**How much does degeneracy change the surface potential of a silicon inversion layer at 1 MV/cm?**

The textbook MOS charge–potential relation uses Boltzmann statistics. For p-type Si at 300 K with a surface field of 1 MV/cm it gives me over $10^{20}$ electrons per cm³ at the interface, several times $N_c$. What is the Fermi–Dirac version, at what field does degeneracy start, and how far off is my $\psi_s$?

---

**Answer**

In the semiclassical model degeneracy starts near 0.5 MV/cm, and at 1 MV/cm it raises $\psi_s$ by about 15 mV at fixed charge. A hand estimate gives 18 mV. Quantum confinement, which the model omits, is a larger correction.

Conventions: $x$ points into the silicon; $\psi$ is the band bending, zero in the bulk and positive for inversion; $E=-d\psi/dx$; $\phi_t=kT/q$; $y=\psi/\phi_t$; $\eta=(E_F-E_c)/kT$. The silicon charge per area is $-\varepsilon E_s$, so fixed charge means fixed $E_s$.

## Hand estimate

The field pushes electrons against the oxide. In strong inversion they carry most of the charge, so the electric stress $\varepsilon E_s^2/2$ is balanced by the pressure of the electron gas at the surface. For an ideal gas, $\varepsilon E_s^2/2=n_skT$. The Pauli principle matters once $n_s$ reaches $N_c$, at the field

$$E_0=\sqrt{2kTN_c/\varepsilon}.$$

With $kT\approx4\times10^{-21}$ J, $N_c\approx3\times10^{25}$ m⁻³ and $\varepsilon\approx1\times10^{-10}$ F/m, $E_0^2\approx2.4\times10^{15}$ V²/m² and $E_0\approx0.5$ MV/cm. At 1 MV/cm, $n_s/N_c\approx(1/0.5)^2=4$.

For the shift, let $\epsilon$ be the kinetic energy over $kT$. The occupancy is $e^{\eta-\epsilon}-e^{2(\eta-\epsilon)}+\dots$. The second term is a Boltzmann gas at temperature $T/2$, and at fixed $\eta$ a Boltzmann pressure scales as $N_ckT\propto T^{5/2}$. The pressure at given $\eta$ therefore falls short by the fraction $e^{\eta}/2^{5/2}$. Since the pressure goes as $e^\eta$, $\eta$ must rise by that same amount to restore it:

$$\Delta\psi_s\approx\phi_t\,\frac{n_s/N_c}{2^{5/2}}\approx26\ \text{mV}\times\frac{4}{5.7}\approx18\ \text{mV}.$$

## Careful calculation

**First integral.** Assume parabolic bands, uniform and fully ionised acceptors $N_A$, non-degenerate holes and local statistics. Define

$$\mathcal F_j(\eta)=\frac1{\Gamma(j+1)}\int_0^\infty\frac{\epsilon^j\,d\epsilon}{1+e^{\epsilon-\eta}},\qquad \frac{d\mathcal F_j}{d\eta}=\mathcal F_{j-1}.$$

Then $n=N_c\mathcal F_{1/2}(\eta_b+y)$ and $p=p_0e^{-y}$, with bulk neutrality $p_0=N_A+n_0$. Poisson's equation is $\varepsilon\psi''=q(n-p+N_A)$. Multiply by $\psi'$ and integrate from the bulk, where $E=0$, to the surface, where $\eta_s=\eta_b+y_s$:

$$\frac{\varepsilon E_s^2}{2}=kT\Big\{N_c\big[\mathcal F_{3/2}(\eta_s)-\mathcal F_{3/2}(\eta_b)\big]+p_0\big(e^{-y_s}-1\big)+N_Ay_s\Big\}.$$

$kTN_c\mathcal F_{3/2}$ is the pressure of the Fermi gas, which confirms the force-balance picture. The terms linear in $y_s$ cancel by neutrality, as they must. Replacing $\mathcal F_{3/2}(\eta)$ by $e^\eta$ gives the Boltzmann form.

**First-order shift.** For $\eta<0$, $\mathcal F_{3/2}=z-z^2/2^{5/2}+z^3/3^{5/2}-z^4/4^{5/2}+\dots$ with $z=e^{\eta}$. Put $\eta_s=\eta_B+\delta$, where $\eta_B$ is the Boltzmann solution at the same $E_s$ and $n_s=N_ce^{\eta_B}$. With $e^{-y_s}$ negligible, the first-order terms give $(n_s+N_A)\,\delta=n_s^2/(2^{5/2}N_c)$. For $n_s\gg N_A$ this is the hand formula. The familiar $2^{-3/2}$ belongs to fixed density, through $\mathcal F_{1/2}$, and would double the result.

**Inputs.** Compiled values at 300 K: $\varepsilon_r=11.7$ (Ioffe Institute) and $E_g=1.12$ eV (Wing 2021). Typical values: $N_c=2.8\times10^{19}$ and $N_v=2.65\times10^{19}$ cm⁻³. Illustrative doping: $N_A=10^{17}$ cm⁻³. Then

- $\phi_t=25.85$ mV, $E_0=0.473$ MV/cm, $u_0\equiv(E_s/E_0)^2=4.466$,
- $\eta_b=-E_g/kT+\ln(N_v/N_A)=-43.32+5.58=-37.74$,
- $N_A/N_c=3.57\times10^{-3}$.

The terms $\mathcal F_{3/2}(\eta_b)\approx n_0/N_c\approx4\times10^{-17}$ and $e^{-y_s}$ drop out, leaving

$$\mathcal F_{3/2}(\eta_s)+\frac{N_A}{N_c}\,(\eta_s-\eta_b-1)=u_0 .$$

Solving this numerically, once as written and once with $e^{\eta}$:

| | Boltzmann | Fermi–Dirac |
|---|---|---|
| depletion term | 0.136 | 0.139 |
| electron term $u$ | 4.330 | 4.328 |
| $\eta_s$ | 1.466 | 2.057 |
| $E_F-E_c$ at surface (meV) | 38 | 53 |
| $n_s/N_c$ | 4.33 | 2.91 |
| $n_s$ ($10^{19}$ cm⁻³) | 12.1 | 8.1 |
| $\psi_s$ (V) | 1.014 | 1.029 |

The shift is $\delta=0.591$, or $\Delta\psi_s=15.3$ mV. The extra digits serve only to form this difference. Differentiating the first integral gives the capacitance $\varepsilon\,dE_s/d\psi_s=q(n_s+N_A)/E_s$, so the silicon capacitance falls to 0.67 of its Boltzmann value, a larger relative change than that of $\psi_s$.

**Onset.** The Fermi level reaches $E_c$ at the surface when $\eta_s=0$, where $\mathcal F_{3/2}(0)=(1-2^{-3/2})\zeta(5/2)=0.867$. Electrons alone give $E_s=E_0\sqrt{0.867}=0.44$ MV/cm. The depletion term, 0.131, raises this to 0.47 MV/cm; that it lands on $E_0$ is an accident of this doping. There the shift is 3.7 mV, against 4.0 mV from the first-order formula.

## Why 18 and 15 differ

Start from the hand product before its last rounding, $26\times4/2^{5/2}=18.4$ mV, which is 20% high.

| step | $\Delta\psi_s$ (mV) | change (mV) |
|---|---|---|
| hand numbers | 18.4 | |
| unrounded inputs, $u_0=4.466$ | 20.4 | +2.0 |
| depletion share removed, $u=4.330$ | 19.8 | −0.6 |
| full $\mathcal F_{3/2}$ | 15.3 | −4.5 |

*Rounding* helped by luck. Taking $E_0$ as 0.5 in place of 0.473 enters squared and hides part of the overestimate.

*Depletion charge* takes 3% of the stress, because $N_Ay_s$ is small beside $N_cu$.

*Linearisation* is the real source. With $u=\mathcal F_{3/2}(\eta)$ and $\delta(u)=\eta-\ln u$,

$$\frac{d\delta}{du}=\frac1{\mathcal F_{1/2}}-\frac1{\mathcal F_{3/2}} .$$

This slope is $2^{-5/2}=0.177$ at $u\to0$, 0.154 at $\eta=0$ and 0.113 at our surface. Its mean up to $u=4.328$ is 0.137, which is 0.77 of the initial value and matches $15.3/19.8$. Physically, the penalty $e^\eta/2^{5/2}$ assumes that blocking grows without limit. Once the lowest states are full, blocking saturates and the added pressure comes from states higher in the band. In the degenerate limit $u\to\eta^{5/2}/\Gamma(7/2)$, so $\eta$ grows only as $u^{2/5}$.

More terms do not repair this. Inverting the series gives

$$\delta=0.177\,u-0.0173\,u^2+0.00430\,u^3-\dots,$$

where, with $a=2^{-5/2}$ and $b=3^{-5/2}$, the second and third coefficients are $\tfrac32a^2-b$ and $\tfrac{10}3a^3-4ab+\tfrac1{32}$. At $u=4.330$ the terms are 0.765, −0.324 and +0.349. Continued to negative $z$, $\mathcal F_{3/2}$ has a branch point at $z=-1$, where $u=-\zeta(5/2)$, so the series cannot converge beyond $|u|=1.34$. The first-order rule is good up to the onset field and only indicative at 1 MV/cm. Its ambiguity shows the same thing: inserting the Fermi–Dirac $n_s/N_c=2.91$, equally valid at first order, gives 13.3 mV, so here the two readings bracket the answer.

## What the model leaves out

The potential changes by $\phi_t$ over $\phi_t/E_s=0.26$ nm, far too short for local statistics. For the size of the confinement energy, use a hard-wall triangular well. The depletion field is $E_d\approx E_0\sqrt{0.139}=0.18$ MV/cm, so the electrons number roughly $\varepsilon(E_s-E_d)/q=5.3\times10^{12}$ cm⁻² and feel a mean field $\bar E=(E_s+E_d)/2=0.59$ MV/cm. On Si(100), two valleys have a normal mass of about $m_z=0.92m_0$ and an in-plane mass of about $m_t=0.19m_0$; the other four have normal mass $m_t$. The lowest level lies at

$$2.338\left(\frac{\hbar^2q^2\bar E^2}{2m_z}\right)^{1/3}=0.12\ \text{eV}$$

above $E_c$ at the interface, 2.338 being the magnitude of the first zero of the Airy function. The next level of these valleys and the lowest of the other four both lie near 0.21 eV. The thermal capacity of the lowest subband, $2m_tkT/\pi\hbar^2=4.1\times10^{12}$ cm⁻², is comparable with the electron number, so $E_F$ sits within about $kT$ of that level, at 0.10 to 0.15 eV above $E_c$ in place of 0.053 eV.

The 15 mV and the 1.029 V are therefore the semiclassical model's numbers. By this rough estimate a real Si(100) inversion layer at 1 MV/cm needs a further 0.05 to 0.10 V of band bending, several times the degeneracy shift, and its electron density falls towards zero at the oxide where the model puts its peak.